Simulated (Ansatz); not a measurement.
## CaZn₃: energy above lowest point and pressure against volume scale

Free energy against uniform scaling of the volume at fixed shape and fractions; periodic cell, basis, potentials, k mesh and filling as listed. The results are calculated, by Ansatz 0.2.0.

The cell before it is scaled or strained (space group Pm-3m, No. 221):
```
CELL_PARAMETERS angstrom
4.33480 0.00000 0.00000
0.00000 4.33480 0.00000
0.00000 0.00000 4.33480
ATOMIC_POSITIONS crystal
Ca 0.00000 0.00000 0.00000
Zn 0.50000 0.50000 0.00000
Zn 0.50000 0.00000 0.50000
Zn 0.00000 0.50000 0.50000
```

Settings of every row: functional r2SCAN; dispersion none; potentials PAW; wave cutoff 600 eV; density cutoff 2400 eV; k mesh 5x5x5; k shift 0x0x0; occupations fermi dirac; smearing width 0.1 eV; spin none.

Limits: coarse k mesh, up to 40 meV an atom off; the cell comes from a prototype or a list of computed structures and needn't be the stable phase.

| row | volume scale | V (Å³/atom) | energy above lowest point (meV/atom) | pressure (GPa) |
| --- | --- | --- | --- | --- |
| 1 | 0.94 | 19.141 | 1.3 | 1.06 |
| 2 | 0.96 | 19.549 | 0 | -0.01 |
| 3 | 0.98 | 19.956 | 1.3 | -0.97 |
| 4 | 1 | 20.363 | 4.8 | -1.82 |
| 5 | 1.02 | 20.771 | 10.5 | -2.58 |
| 6 | 1.04 | 21.178 | 17.9 | -3.26 |
| 7 | 1.06 | 21.585 | ? | ? |

Question: what energy above lowest point and pressure should row 7 give?

Worked fit of energy above lowest point. Take u = (V_r/V)^(2/3) − 1 with V_r = 20.16 Å³ an atom, which is twice the finite (Eulerian) strain; such expansions in the strain, on which the Birch-Murnaghan equation of state is built, carry the rest volume and the bulk modulus. The shown rows have u = 0.03518, 0.02073, 0.0068, -0.00666, -0.01971, -0.03231. Least squares give energy above lowest point = 2.79 − 264.5 × u + 6306 × u² meV/atom; a straight line predicts inner rows, each left out in turn, worse (root mean square 2.8 against 0.045 meV/atom). All shown rows lie on it to the printed digit. Its lowest point lies at u = 0.0210, or V = 19.54 Å³ an atom, and the curvature there gives the bulk modulus at fixed shape and fractions, B = (4/9)(1 + u)² E″(u)/V = 47.9 GPa. The withheld row has u = -0.04451, so the fit gives 2.79 − 264.5 × (-0.04451) + 6306 × (-0.04451)² = 27.1 meV/atom.

The calculation gave 27 meV/atom. The fit lies 0.1 meV/atom (0.37 % of the column's range) above it, one unit of the last digit. This row lies beyond the range of the fit.

Worked fit of pressure. Take u = (V_r/V)^(2/3) − 1 with V_r = 20.16 Å³ an atom, which is twice the finite (Eulerian) strain; such expansions in the strain, on which the Birch-Murnaghan equation of state is built, carry the rest volume and the bulk modulus. The shown rows have u = 0.03518, 0.02073, 0.0068, -0.00666, -0.01971, -0.03231. Least squares give pressure = −1.407 + 63.43 × u + 189.8 × u² GPa; a straight line predicts inner rows, each left out in turn, worse (root mean square 0.084 against 0.0036 GPa). All shown rows lie on it to the printed digit. The pressure vanishes at u = 0.0209, or V = 19.54 Å³ an atom, and there the bulk modulus at fixed shape and fractions is B = −V dP/dV = (2/3)(1 + u) dP/du = 48.6 GPa. The withheld row has u = -0.04451, so the fit gives −1.407 + 63.43 × (-0.04451) + 189.8 × (-0.04451)² = -3.85 GPa.

The calculation gave -3.85 GPa. The fit meets it to the printed digit. This row lies beyond the range of the fit.
